# Margin comments on the high-momentum tail of Bloch states

## 1. Conventions and premises

Hartree atomic units are used ($\hbar=m=e^2/4\pi\epsilon_0=1$, lengths in bohr, momenta in bohr$^{-1}$). Cutoffs are also given in rydberg, where $E_{\rm cut}=p_c^2$ Ry. A Bloch state is normalised over one cell of volume $\Omega$:

$$\psi_{n\mathbf k}(\mathbf r)=\Omega^{-1/2}\sum_{\mathbf G}c_{n\mathbf G}(\mathbf k)\,e^{i\mathbf p\cdot\mathbf r},\qquad c_{n\mathbf G}=\Omega^{-1/2}\int_{\rm cell}e^{-i\mathbf p\cdot\mathbf r}\,\psi_{n\mathbf k}\,d^3r,\qquad \mathbf p=\mathbf k+\mathbf G .$$

Three premises are made. (i) The equation is nonrelativistic, $(-\tfrac12\nabla^2+V)\psi=\varepsilon\psi$, and all electrons are treated. (ii) The nuclei are fixed point charges $Z_\tau$ at sites $\boldsymbol\tau$ of the cell. (iii) With $\mathbf r$ measured from a nucleus, $V=-Z/r+W$, where $W=W_a+rW_b$ with smooth $W_a,W_b$, and $V$ is smooth away from nuclei. The spherical part of $W$ is written $V_0+V_1r+\dots$. Hartree and LDA potentials have this form, and a Fock exchange term, being bounded and of the same structure, does not alter the leading results. Under these premises $\psi=\psi_a+r\psi_b$ near the nucleus, with smooth $\psi_a,\psi_b$; the next note finds the first coefficients.

## 2. Where the cusp comes from, and what it does not say

Expand $\psi=\sum_{lm}r^{-1}u_{lm}(r)Y_{lm}$. For $l=0$ write $u=\psi(0)\sum_{n\ge1}u_nr^n$ with $u_1=1$, absorbing $Y_{00}$, and put $\kappa^2=2(V_0-\varepsilon)$. The radial equation $u''=(-2Z/r+\kappa^2+2V_1r)u$ gives, at orders $r^0,r^1,r^2$,

$$2u_2=-2Z,\qquad 6u_3=2Z^2+\kappa^2,\qquad 12u_4=-2Zu_3-Z\kappa^2+2V_1 ,$$

so $u_2=-Z$ and $u_4=-Z(Z^2+2\kappa^2)/18+V_1/6$. The first relation is the cusp condition of Kato (1957): the $2u_2/r$ produced by $\nabla^2$ must cancel the $Z/r$ of the potential, and no bounded term can take part. The non-spherical part of $W$ does not enter these three relations at any site. Its $l=1$ part starts as $\mathbf F\cdot\mathbf r$, and the product with a term $\mathbf g\cdot\mathbf r$ of $\psi$ has the spherical part $\mathbf F\cdot\mathbf g\,r^2/3$. This is a source for $u''$ at order $r^3$ and first changes $u_5$, the $r^4$ term of $\psi$.

For general $l$, insert $u=r^{l+1}(1+\beta r)$. The $r^{l-1}$ terms cancel against the centrifugal term, and the $r^l$ terms give $\beta[(l+2)(l+1)-l(l+1)]+2Z=0$, so $\beta=-Z/(l+1)$.

The familiar form $\psi=\psi(0)(1-Zr)$ therefore holds for the spherical average only. A Bloch state at general $\mathbf k$ also has a term $\mathbf g\cdot\mathbf r$ of the same order, with $\mathbf g=\nabla\psi_a(0)$:

$$\psi=\underbrace{\psi(0)+\mathbf g\cdot\mathbf r+\dots}_{\psi_a}\;\underbrace{-\,Z\psi(0)\,r-\tfrac Z2\,r\,\mathbf g\cdot\mathbf r+u_4\psi(0)\,r^3+\dots}_{r\psi_b}$$

The linear term is a polynomial and leaves no tail. Only the second group matters.

## 3. Why a local expansion fixes a Fourier coefficient

The series holds near the nucleus and the integral runs over the cell. The gap is closed as follows. Take a smooth $\chi$ equal to 1 near each nucleus and zero outside a small sphere, and write $\psi=\sum_\tau\chi\,r\psi_b+\psi_{\rm rest}$, with $\psi_{\rm rest}$ smooth. Since $e^{-i\mathbf p\cdot\mathbf r}\psi_{\rm rest}$ is cell-periodic, partial integration leaves no surface terms, and $p^{2s}c_{\rm rest}$ is, up to sign, the coefficient of the bounded function $\nabla^{2s}\psi_{\rm rest}$ for every $s$. This part decays faster than any power.

In the singular part each term is $\chi f$ with $f=r\times$(homogeneous polynomial of degree $m$). Write $\chi f=f-(1-\chi)f$. The piece $(1-\chi)f$ is smooth, and $\nabla^{2s}$ of it is integrable once $2s>m+4$, so at large $p$ its transform also falls faster than any power. The transform of $f$ is homogeneous of degree $-(m+4)$ for $p\ne0$. The Taylor remainder of $\psi_b$ can be pushed to arbitrarily high order, which makes its contribution smaller than any term kept.

The transforms follow from the Yukawa function. With $\mathcal F[e^{-\lambda r}/r]=4\pi/(p^2+\lambda^2)$ and $r^ne^{-\lambda r}=(-\partial_\lambda)^{n+1}e^{-\lambda r}/r$, expand $4\pi(p^{-2}-\lambda^2p^{-4}+\lambda^4p^{-6}-\dots)$ and let $\lambda\to0$:

$$\mathcal F[r]=-\frac{8\pi}{p^4},\qquad\mathcal F[r^3]=+\frac{96\pi}{p^6}.$$

Even powers of $r$ need odd derivatives, which vanish, as they must for polynomials. Multiplication by $\mathbf r$ becomes $i\nabla_{\mathbf p}$, so $\mathcal F[r\,\mathbf g\cdot\mathbf r]=32\pi i\,\mathbf g\cdot\mathbf p/p^6$.

## 4. The coefficient

Shifting the origin to $\boldsymbol\tau$ gives the phase $e^{-i\mathbf p\cdot\boldsymbol\tau}$. Collecting terms, with $96\pi u_4/(8\pi Z)=12u_4/Z$,

$$c_{n\mathbf G}=\frac{8\pi}{\sqrt\Omega\,p^4}\sum_\tau Z_\tau e^{-i\mathbf p\cdot\boldsymbol\tau}\left[\psi(\boldsymbol\tau)-\frac{2i\,\mathbf g_\tau\cdot\mathbf p}{p^2}-\frac{D_\tau}{p^2}\,\psi(\boldsymbol\tau)+\dots\right],\qquad D=\frac{2(Z^2+2\kappa^2)}{3}-\frac{2V_1}{Z}.$$

An $l=2$ term of the same order as $D$ is omitted; it is absent for an $s$ core and its linear effect averages to zero over directions. In ordinary units the prefactor is $8\pi Z_\tau/(a_0|\mathbf k+\mathbf G|^4\sqrt\Omega)$. The charge stands inside the sum, since a compound has several.

The same leading term follows from the plane-wave equation $(\tfrac12p^2-\varepsilon)c_{\mathbf G}=-(V\psi)_{\mathbf G}$. The most singular part of $V\psi$ is $-Z\psi(\boldsymbol\tau)/r$, with transform $-4\pi Z\psi(\boldsymbol\tau)/p^2$, and division by $p^2/2$ gives $8\pi Z\psi(\boldsymbol\tau)/p^4$. As a test, hydrogenic 1s has $\kappa=Z$, $V_1=0$, $D=2Z^2$, which is the expansion of the exact $8\pi Z\psi(0)/(p^2+Z^2)^2$.

A state with $\psi(\boldsymbol\tau)=0$ on all sites starts at $p^{-5}$ or later, and the sum over $\tau$ can vanish on whole families of $\mathbf G$, like a structure factor.

## 5. Momentum density: the interference terms

Each $\mathbf p$ is $\mathbf k+\mathbf G$ in exactly one way. The spin-summed density per cell, normalised to the number of electrons in the bands counted, is $n(\mathbf p)=2\Omega(2\pi)^{-3}\sum_n|c_{n\mathbf G}(\mathbf k)|^2$. With $2\cdot64\pi^2/8\pi^3=16/\pi$,

$$n(\mathbf p)\to\frac{8}{\pi p^8}\sum_{\tau\tau'}Z_\tau Z_{\tau'}\,e^{-i\mathbf p\cdot(\boldsymbol\tau-\boldsymbol\tau')}f_{\tau\tau'}(\mathbf k),\qquad f_{\tau\tau'}=2\sum_n\psi_{n\mathbf k}(\boldsymbol\tau)\psi^*_{n\mathbf k}(\boldsymbol\tau').$$

The function $f$ is periodic in $\mathbf k$. Its Fourier coefficients are zone averages of $f e^{-i\mathbf k\cdot\mathbf R}$, and since $\psi^*(\boldsymbol\tau'+\mathbf R)=e^{-i\mathbf k\cdot\mathbf R}\psi^*(\boldsymbol\tau')$ they equal the density matrix $\gamma(\boldsymbol\tau,\boldsymbol\tau'+\mathbf R)$. Using $e^{i\mathbf k\cdot\mathbf R}=e^{i\mathbf p\cdot\mathbf R}$,

$$n(\mathbf p)\to\frac{8}{\pi p^8}\Big[A+\sum_{\mathbf d\neq0}Z_\tau Z_{\tau'}\gamma(\boldsymbol\tau,\boldsymbol\tau+\mathbf d)\,e^{i\mathbf p\cdot\mathbf d}\Big],\qquad A=\sum_\tau Z_\tau^2\rho(\boldsymbol\tau),$$

where $\mathbf d=\boldsymbol\tau'+\mathbf R-\boldsymbol\tau$ runs over internuclear vectors and $\rho(\boldsymbol\tau)=\gamma(\boldsymbol\tau,\boldsymbol\tau)$ is the electron density at the nucleus. So $p^8n(\mathbf p)$ does not tend to a constant along a ray: it oscillates about $8A/\pi$. A spherical average turns each phase into $\sin(pd)/pd$, which dies away, and leaves $\bar n=8A/(\pi p^8)$.

The on-site $p^{-9}$ term is proportional to the zone average of ${\rm Im}(\psi^*\mathbf g)\cdot\mathbf p$. Time reversal, $\psi_{-\mathbf k}=\psi^*_{\mathbf k}$, makes it vanish. For an $s$ core the first correction is thus the factor $1-2D/p^2$.

## 6. Compton profile

In the impulse approximation $J(q)=\int n(\mathbf p)\,dp_xdp_y$ at $p_z=q$. For the isotropic part $p^2=q^2+p_\perp^2$ gives $p_\perp dp_\perp=p\,dp$, and

$$J(q)=2\pi\int_q^\infty p\,\bar n\,dp\to\frac{8A}{3q^6}.$$

An interference term with transverse component $d_\perp$ carries $\int_0^\infty p_\perp J_0(p_\perp d_\perp)(p_\perp^2+q^2)^{-4}dp_\perp=(d_\perp/q)^3K_3(qd_\perp)/48$, with $J_0$ and $K_3$ Bessel functions. It falls as $e^{-qd_\perp}$. Only bonds parallel to the scattering vector keep an oscillation $\cos(qd)/q^6$ in the directional profile.

## 7. What a plane-wave cutoff removes

With $E_{\rm cut}=p_c^2/2$ in hartree, the kinetic energy and the charge carried beyond the cutoff are

$$\Delta T=\int_{p_c}^\infty\frac{p^2}{2}\,\bar n\,4\pi p^2dp=\frac{16A}{3p_c^3}=\frac{4\sqrt2}{3}\frac{A}{E_{\rm cut}^{3/2}},\qquad\Delta N=\frac{32A}{5p_c^5}.$$

These are zone-integrated statements, for which the sum over $\mathbf G$ and the integral over $\mathbf k$ merge exactly into $\int d^3p$. At a single $\mathbf k$ the shells of $\mathbf G$ add steps. The number of plane waves is $N=\Omega p_c^3/6\pi^2$, so $\Delta T\propto1/N$.

## 8. Why the truncation error of the energy equals $+\Delta T$

Removing kinetic energy should lower the energy, yet a smaller basis raises it. Let $\delta$ be the part of a normalised eigenstate $\psi$ beyond the cutoff. Because $(H-\varepsilon)\psi=0$, three of the four terms in $\langle\psi-\delta|H-\varepsilon|\psi-\delta\rangle$ vanish, and the Rayleigh quotient of the truncated state is exactly

$$\varepsilon+\frac{\langle\delta|T+V-\varepsilon|\delta\rangle}{1-\langle\delta|\delta\rangle}.$$

The bookkeeping is this. $T$ is diagonal in plane waves, so $\langle T\rangle$ drops by $t=\langle\delta|T|\delta\rangle$. The cross term of the potential is $-2\,{\rm Re}\langle\delta|V|\psi\rangle=2\langle\delta|T-\varepsilon|\delta\rangle\approx2t$. The net change is $+t$: the lost plane waves were building the peak of the cusp, where the attraction is strongest.

The other terms are smaller. The norm term $\varepsilon\langle\delta|\delta\rangle$ is $O(p_c^{-5})$. Hardy's inequality $\|\delta/r\|\le2\|\nabla\delta\|$ bounds $\langle\delta|r^{-1}|\delta\rangle$ by $2\|\delta\|\|\nabla\delta\|=O(p_c^{-4})$. Its coefficient can be found for one site. Put $\delta(\mathbf p)=C/p^4$ for $p>p_c$, so that $t=C^2/(12\pi^2p_c^3)$. The angular average of $|\mathbf p-\mathbf p'|^{-2}$ is $(2pp')^{-1}\ln|(p+p')/(p-p')|$, and with $u=p_c/p$, $v=p_c/p'$,

$$\langle\delta|r^{-1}|\delta\rangle=\frac{(4\pi)^3C^2}{(2\pi)^6\,2p_c^4}\int_0^1\!\!\int_0^1uv\ln\left|\frac{u+v}{u-v}\right|du\,dv .$$

Setting $v=uw$ on the half $v<u$ gives $2\int_0^1u^3du\int_0^1w\ln\frac{1+w}{1-w}dw=2\cdot\tfrac14\cdot1=\tfrac12$. The matrix element is $C^2/(4\pi^3p_c^4)$, and $-Z$ times it is $-3Z/(\pi p_c)$ times $t$.

The variational solution lies below the truncated state by relaxation inside the basis. The residual that drives it is the low-momentum part of $V\delta$, with components of order $ZC\int_{p_c}^\infty p'^{-4}dp'\sim p_c^{-3}$. Second-order perturbation theory gives $p_c^{-6}\int^{p_c}d^3p/p^2\sim p_c^{-5}$. For a sum over a filled group of bands the denominators connect to states outside the group and stay finite. In a self-consistent calculation the functional is stationary, so the density change enters quadratically, through the Hartree kernel at $O(p_c^{-7})$ and a local exchange-correlation kernel at $O(p_c^{-5})$; the relaxation estimate is unchanged in order. Hence, for one kind of nucleus,

$$E(E_{\rm cut})-E(\infty)=\frac{16A}{3p_c^3}\left[1-\frac{3Z}{\pi p_c}+O(p_c^{-2})\right].$$

The relative correction is of first order in $Z/p_c$, slower than the $D/p_c^2$ in $\Delta T$ itself. The kinetic energy of the relaxed solution is not stationary and shifts at order $p_c^{-3}$ with a coefficient other than that of $\Delta T$.

## 9. Be 1s core band: structure

Take hcp Be with approximate lattice constants 2.29 Å and 3.58 Å as inputs. Then the $c$ axis is 6.765 bohr, $\Omega=109.7$ bohr$^3$ for two atoms, and the shortest bond is $d=4.21$ bohr. Two 1s orbitals $\phi$ per cell give two nearly degenerate filled bands. If overlap is neglected, $\psi_{n\mathbf k}(\boldsymbol\tau)=U_{\tau n}e^{i\mathbf k\cdot\boldsymbol\tau}\phi(0)$ with a unitary $2\times2$ matrix $U$. Unitarity gives $f_{\tau\tau'}=2\phi(0)^2\delta_{\tau\tau'}$, so interference cancels between the two bands whichever $U$ is chosen. Each band alone keeps it. At $\Gamma$ the symmetric state has $\psi(\boldsymbol\tau)=\phi(0)/\sqrt2$, and for $\mathbf G=(000l)$, with one atom at the origin and the other half a $c$ axis higher, the phase sum is $1+(-1)^l$. The antisymmetric state has $1-(-1)^l$.

## 10. Be 1s core band: a model with the right cusp

The single exponential $e^{-\zeta r}$ for a $1s^2$ pair has $E=\zeta^2-2Z\zeta+\tfrac58\zeta$, minimal at $\zeta=Z-\tfrac5{16}=3.6875$. Its cusp is $\zeta$, not $Z$, so it cannot illustrate the theorem. Use instead

$$\phi=\phi(0)\,\frac{e^{-ar}-e^{-br}}{(b-a)r},\qquad a+b=2Z ,$$

the exact ground state, with $\varepsilon=-a^2/2$, of the Hulthén potential $-Z\eta/(e^{\eta r}-1)$, $\eta=b-a$. Its expansion is $\phi(0)[1-\tfrac12(a+b)r+\dots]$, the Kato cusp. With $u=e^{-ar}-e^{-br}$, elementary integrals give $\int u^2dr=\eta^2/[2ab(a+b)]$ and $\int u'^2dr=\eta^2/[2(a+b)]$. Hence $\langle T\rangle=ab/2$ and $\phi(0)^2=Zab/\pi$. The difference of two Yukawa transforms, with $b^2-a^2=2Z\eta$, is

$$\phi(p)=\frac{8\pi Z\phi(0)}{(p^2+a^2)(p^2+b^2)},$$

which shows the tail of note 4 with $D=a^2+b^2$. The general formula agrees: here $V_0=Z\eta/2$, $V_1=-Z\eta^2/12$, $\kappa^2=Z^2+\eta^2/4$, and $D=2Z^2+\eta^2/2$.

The free parameter is fixed by $ab=\zeta^2$, which gives the orbital the kinetic energy of the variational pair, 6.80 hartree. Then $a,b=Z\mp\sqrt{Z^2-\zeta^2}=2.450,\ 5.550$, $D=36.8$, $\phi(0)^2=17.3$, $\phi(0)=4.16$, $\rho(0)=34.6$ and $A=554$ per atom. The unscreened value $Z^3/\pi=20.4$ and the single-exponential value $\zeta^3/\pi=16.0$ indicate how far $\phi(0)^2$ depends on the model. Three figures below describe the model; as statements about Be the prefactors carry an uncertainty of the order of ten per cent, while the exponents are exact. The tail of $n$ for the single exponential is $(\zeta/Z)^3=0.78$ of the model's.

Per atom, for the two core electrons,

$$\bar n\to\frac{1.41\times10^3}{p^8},\qquad J\to\frac{1.48\times10^3}{q^6},\qquad\Delta T\to\frac{2.95\times10^3}{p_c^3}\ \text{hartree}.$$

For the symmetric state at $\Gamma$ and $\mathbf G=(0\,0\,0\,20)$, $G=18.6$, the asymptote $8\pi Z\sqrt2\,\phi(0)/(\sqrt\Omega\,G^4)$ is $4.7\times10^{-4}$ and the full model gives $4.3\times10^{-4}$. The table compares the full model, $n=(8A/\pi)(p^2+a^2)^{-2}(p^2+b^2)^{-2}$, with the asymptotes $n_\infty$, $J_\infty$, $\Delta T_\infty$ at $p=q=p_c$.

| $p$ | $E_{\rm cut}$ (Ry) | $n/n_\infty$ | $J/J_\infty$ | $\Delta T_\infty$ (Ha) | $\Delta T$ (Ha) | $3Z/\pi p$ |
|---|---|---|---|---|---|---|
| 10 | 100 | 0.520 | 0.610 | 2.95 | 2.00 | 0.38 |
| 20 | 400 | 0.837 | 0.875 | 0.369 | 0.332 | 0.19 |
| 40 | 1600 | 0.955 | 0.966 | 0.0462 | 0.0449 | 0.095 |
| 80 | 6400 | 0.989 | 0.991 | 0.00577 | 0.00573 | 0.048 |

At 100 Ry the basis misses 2.00 of the 13.6 hartree of core kinetic energy, and the corrections rival the leading term. A truncation error of 1 mHa per atom in the nonrelativistic problem needs $p_c^3=2.95\times10^6$, that is $p_c=143$, $E_{\rm cut}=2.1\times10^4$ Ry and $N=5.5\times10^6$ plane waves per $\mathbf k$ point. The valence bands have cusps too and add their own $\rho(\boldsymbol\tau)$ to $A$.

## 11. Range of validity

**Lower limit.** The expansion needs $p^2\gg2D$. In the model $n$ reaches 90% of its asymptote at $p=26$. The energy formula needs in addition $p_c\gg Z$, by the last column of the table.

**Overlap.** With non-orthogonal orbitals $\gamma=2\sum_{ij}\phi_i(S^{-1})_{ij}\phi_j$, so to first order $\gamma(0,\mathbf d)/\rho(0)=2\phi(d)/\phi(0)-S(d)$. The model gives $\phi(d)/\phi(0)=3\times10^{-6}$ and an overlap integral $S(d)=1.4\times10^{-4}$. Twelve near neighbours modulate $n$ by about $2\times10^{-3}$ at most.

**Electron-electron cusp.** In the interacting system $\Psi\approx\Psi_0(1+\tfrac12r_{12})$ for a singlet pair. Transforming in $\mathbf r_1$ adds $-(4\pi/p^4)e^{-i\mathbf p\cdot\mathbf r_2}\Psi(\mathbf r_2,\mathbf r_2)$ to the nuclear amplitude $(8\pi Z/p^4)\Psi(0,\mathbf r_2)$. This also gives $p^{-8}$, as Kimball (1975) showed. The cross term oscillates in $\mathbf r_2$ and falls faster after integration. For a product of exponentials $\int\phi^4d^3r=\phi(0)^2/8$, so the ratio to the nuclear term is $1/(32Z^2)$, or 0.2% for Be. The nuclear term keeps its form with the exact $\rho(\boldsymbol\tau)$.

**Relativity.** In the Dirac equation with energy close to $mc^2$ and the source $s=-4\pi Z\psi(0)/p^2$ in the large component $L$, the tail obeys $-c\,\boldsymbol\sigma\cdot\mathbf p\,S=s$ and $2c^2S=c\,\boldsymbol\sigma\cdot\mathbf p\,L$, where $S$ now denotes the small component. Then $L=-2s/p^2$ as before and $|S/L|=p/2c$, so $n$ gains the factor $1+(\alpha p/2)^2$, with $c=1/\alpha$. The excess is 0.021 at $p=40$, 0.085 at $p=80$ and 0.27 at $p=143$, and the law turns over to $p^{-6}$ for $p\gg2c$. The neglected term $VS$ is of relative order $Z\alpha^2p/2$, or 0.015 at $p=143$. The excess reaches 10% at $p=87$, so for the Be core the $p^{-8}$ law holds to 10% in the window $26<p<87$.

**Nuclear size.** The amplitude is multiplied by the form factor $1-p^2\langle r^2\rangle/6$. With an approximate rms radius of 2.5 fm, or $4.7\times10^{-5}$ bohr, the reduction is $8\times10^{-6}$ at $p=143$.

**Potentials outside premise (iii).** A gradient-corrected exchange-correlation potential contains $\nabla^2\rho\approx-4Z\rho(0)/r$, hence its own $1/r$ term, and $Z$ in the cusp and in the tail is replaced by a shifted charge. A pseudopotential removes the Coulomb singularity, and the decay of $c_{\mathbf G}$ is then set by the smoothness of its construction. A Gaussian basis has no cusp, and its momentum density falls below the $p^{-8}$ law beyond the momentum scale of its tightest exponent.